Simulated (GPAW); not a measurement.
## AlFe3B and the effect of the Hubbard U on Fe d

```
CELL_PARAMETERS angstrom
3.82232 0.00000 0.00000
0.00000 3.82232 0.00000
0.00000 0.00000 3.82232
ATOMIC_POSITIONS crystal
Fe 0.00000 0.00000 0.50000
Fe 0.00000 0.50000 0.00000
Fe 0.50000 0.00000 0.00000
Al 0.50000 0.50000 0.50000
B 0.00000 0.00000 0.00000
```

The cell comes from a database or a generator and needn't be the stable form of this composition.

Kept alike: task band structure; functional PBEsol; k mesh 7 × 7 × 7; occupations fermi-dirac, width 0.05 eV; collinear spin, ferromagnetic start. Program: GPAW, PAW data sets generated for this functional, cutoff 800 eV. The mesh is that of the run's cell of 5 atoms. No spin-orbit coupling.

| run | pressure (GPa) | largest site moment (μB) |
| --- | --- | --- |
| A | 9.04 | 2.49 |
| B | 42.09 | 3.31 |
| C | 17.86 | 2.75 |
| D | -5.65 | 1.47 |
| E | 30.76 | 3.09 |
| F | -1.64 | 1.85 |
| G | 5.44 | 2.31 |

Pressure is positive in compression; the values hold the error of the finite cutoff, so their zero can differ a little from the energy's minimum. For a metal such a mesh leaves the last digits unconverged. How U acts hangs on the program's projectors. The runs hold the magnetic state that their start led to, which needn't be the lowest. Site moments count inside each atom's sphere or projector.

**Question.** The runs differ in the Hubbard U on Fe d alone: 0; 1; 2; 3; 4; 6; 8 eV. Which run is which?

**Answer.** Run A is 3 eV; run B is 8 eV; run C is 4 eV; run D is 0 eV; run E is 6 eV; run F is 1 eV; run G is 2 eV. The pressure rises from -5.65 to 42.09 GPa between 0 and 8 eV. U localises the shell and weakens its bonds, so the cell pushes outwards. The largest site moment rises from 1.47 to 3.31 μB between 0 and 8 eV. U favours whole occupations of the shell, which as a rule raises the local moment.

Both the pressure and the largest iron moment rise at every step in U, but the moment gains less per eV at the upper end, as expected when the majority d states are nearly full and further polarisation must come from emptying minority states. The pressure shows no comparable levelling off. One possible link between the two is the magnetovolume effect: larger exchange splitting fills antibonding majority states and depletes bonding minority ones, weakening Fe–Fe and Fe–B cohesion. At fixed volume, this can't be separated from the direct action of U on d–p hybridisation.

The largest moments exceed that of elemental iron, which is suspect for a metallic boride, where mixing with boron p states usually broadens the d bands and lowers the moment. Strong metallic screening also argues against a large static U, so the upper end of the series probably overstates localisation. The change of sign in the pressure between 1 and 2 eV doesn't single out a physically correct U, since the cell isn't an experimental reference.
